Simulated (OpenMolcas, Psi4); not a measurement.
## How methods differ on CH2GeN (SMILES N#[C][GeH2])

CH2GeN has 5 atoms, charge 0, and is taken as a doublet. As SMILES, `N#[C][GeH2]`. Geometry: relaxed at PBE0-D4/def2-TZVP.

```xyz
5

N     1.5907   -1.0293    1.2932
C     0.8384   -0.5359    0.5704
Ge   -0.3159    0.2414   -0.7401
H    -1.6589   -0.4980   -0.6959
H    -0.4043    1.7484   -0.4689
```

Each level gives the energy change with the Ge3–H4 bond stretched from 1.534 to 2.301 Å (eV). The values are calculated.

```json
{"level": "UHF/def2-SVPD", "kind": "Hartree–Fock", "program": "Psi4", "value (eV)": "2.27"}
{"level": "USVWN5/def2-SVPD", "kind": "LDA", "program": "OpenMolcas", "value (eV)": "1.72"}
{"level": "U-revPBE/def2-SVPD", "kind": "GGA", "program": "OpenMolcas", "value (eV)": "1.64"}
{"level": "UBLYP/def2-SVPD", "kind": "GGA", "program": "OpenMolcas", "value (eV)": "1.56"}
{"level": "UTPSS/def2-SVPD", "kind": "meta-GGA", "program": "OpenMolcas", "value (eV)": "1.76"}
{"level": "UTPSSh/def2-SVPD", "kind": "hybrid meta-GGA", "program": "Psi4", "value (eV)": "1.82"}
{"level": "U-wB97X-V/def2-SVPD", "kind": "range-separated hybrid", "program": "Psi4", "value (eV)": "1.97"}
{"level": "UDSD-PBEP86/def2-SVPD (density fitting for correlation)", "kind": "double hybrid", "program": "Psi4", "value (eV)": "2.03"}
```

All-electron rows without a relativistic Hamiltonian named are non-relativistic. The first shape isn't each level's own minimum. The values span 1.56 to 2.27 eV. Spin contamination of the reference (⟨S²⟩ at least 0.1 too high) touches UHF/def2-SVPD, UDSD-PBEP86/def2-SVPD.

Stretching the Ge–H bond is clearly uphill at every level, but the cost depends noticeably on the functional. The two GGAs give the lowest values, 1.56 and 1.64 eV, while the range-separated hybrid reaches 1.97 eV. LDA lies above both GGAs, in keeping with its usual overbinding. The closest comparison, TPSS with TPSSh, shows only a modest rise from 1.76 to 1.82 eV, probably because exact exchange stabilises the partly broken bond less.

The cost comes from losing overlap between the germanium valence hybrid and hydrogen 1s. In this radical, loss of hydrogen can leave a singlet germylene, in which the former unpaired electron and the one left from the bond pair up in a lone pair rich in 4s character. This pairing offsets part of the cost of breaking the bond. The stretched structure therefore probably involves recoupling of three electrons, a demanding case for a single determinant. The energies describe a partial stretch and shouldn't be read as bond dissociation energies.
